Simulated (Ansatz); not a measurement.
Se: energy above lowest point against volume scale

Free energy against uniform scaling of the volume at fixed shape and fractions; periodic cell, basis, potentials, k mesh and filling as listed. The results are calculated, by Ansatz 0.2.0.

The cell before it is scaled or strained (space group R-3m, No. 166):
```
CELL_PARAMETERS angstrom
1.92500 1.11140 0.88170
-1.92500 1.11140 0.88170
0.00000 -2.22280 0.88170
ATOMIC_POSITIONS crystal
Se 0.00000 0.00000 0.00000
```

Settings of every row: functional PBEsol; dispersion none; potentials all-electron LAPW; k mesh 13x13x13; k shift 0x0x0; occupations fermi dirac; smearing width 0.02 eV; spin none; SCF threshold exponent -8.

Limits: coarse k mesh, up to 40 meV an atom off; minimum outside the range.

| row | volume scale | V (Å³/atom) | energy above lowest point (meV/atom) |
| --- | --- | --- | --- |
| 1 | 0.94 | 10.639 | 1279 |
| 2 | 0.97 | 10.979 | ? |
| 3 | 1 | 11.318 | 563.1 |
| 4 | 1.03 | 11.658 | 264.7 |
| 5 | 1.06 | 11.997 | 0 |

Question: what energy above lowest point should row 2 give?

Worked fit of energy above lowest point. Take u = (V_r/V)^(2/3) − 1 with V_r = 11.488 Å³ an atom, which is twice the finite (Eulerian) strain; such expansions in the strain, on which the Birch-Murnaghan equation of state is built, carry the rest volume and the bulk modulus. The shown rows have u = 0.05252, 0.00999, -0.00975, -0.02849. Least squares give energy above lowest point = 409.41 + 15136.4 × u + 27044 × u² meV/atom; a straight line predicts inner rows, each left out in turn, worse (root mean square 27 against 0.62 meV/atom). The rows lie off it by 0.0, -0.2, 0.3, -0.1. The withheld row has u = 0.03067, so the fit gives 409.41 + 15136.4 × (0.03067) + 27044 × (0.03067)² = 899.1 meV/atom.

The calculation gave 899.3 meV/atom. The fit lies 0.2 meV/atom (0.016 % of the column's range) below it; its largest miss of a shown row is 0.3 meV/atom.
